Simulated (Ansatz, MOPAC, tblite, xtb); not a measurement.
# AlNH4O2 (SMILES [NH2][Al]([OH])[OH]): the dipole moment, rung by rung

AlNH4O2 has 8 atoms, charge 0, and is taken as a singlet. SMILES: `[NH2][Al]([OH])[OH]`. The shape is that of a PBE0-D4/def2-TZVP optimisation. This is one conformer, not always the lowest.

```xyz
8

N    -0.4534    1.3709    0.1590
Al    0.0219   -0.3143   -0.0152
O     1.5694   -0.8061   -0.5009
O    -1.1401   -1.4961    0.3242
H     0.1328    2.1700   -0.0090
H    -1.3726    1.6620    0.4477
H     2.2870   -0.2138   -0.7127
H    -0.9528   -2.4298    0.2512
```

Quantity: the dipole moment, in D. The values are calculated.

```csv
level,kind,program,value (D),CPU time
GFN2-xTB,semi-empirical,tblite,1.76,under 2 s
PM7,semi-empirical,MOPAC,2.34,under 2 s
GFN0-xTB,semi-empirical,xtb,1.72,under 2 s
IPEA1-xTB,semi-empirical,tblite,2.12,under 2 s
HF/STO-3G,Hartree–Fock,Ansatz,1.32,0.4 s
HF/3-21G,Hartree–Fock,Ansatz,2.23,0.61 s
HF/def2-SVP,Hartree–Fock,Ansatz,1.91,1.9 s
PBE/def2-TZVP,GGA,Ansatz,1.61,10 s
B3LYP/6-31G* (spherical functions),global hybrid,Ansatz,1.80,4.6 s
B3LYP/6-31G* (Cartesian functions),global hybrid,Ansatz,1.80,4.7 s
```

The values span 1.32 to 2.34 D. Sets without polarisation functions give poor dipoles. Without the sets that lack polarisation functions the rows with a basis span only 1.61 to 1.91 D. Times are those of the runs behind each value, whatever else they computed, on shared processors of several kinds: orders of magnitude only.

The moment is modest for a molecule built from strongly polar Al–N and Al–O bonds, because it is a vector sum in which much cancels. The three ligands spread around aluminium in a nearly planar arrangement, with the O–H bonds turned the same way round. The analogous trihydroxide pinwheel would have no net dipole by symmetry, so what remains here largely reflects the replacement of one OH by NH2, with its different bond polarity and hydrogen positions.

The two smallest Hartree–Fock sets err on opposite sides of the polarised results, at 1.32 and 2.23 D, so limited basis flexibility does not shift the moment in one fixed direction. The fall from Hartree–Fock through B3LYP to PBE probably reflects less ionic bonding as exact exchange is reduced, though the basis changes along with it. GFN2-xTB and GFN0-xTB fall within the polarised range, while PM7 and IPEA1-xTB lie above it. Because of the cancellation, a similar total moment does not establish a similar charge distribution in the individual bonds.
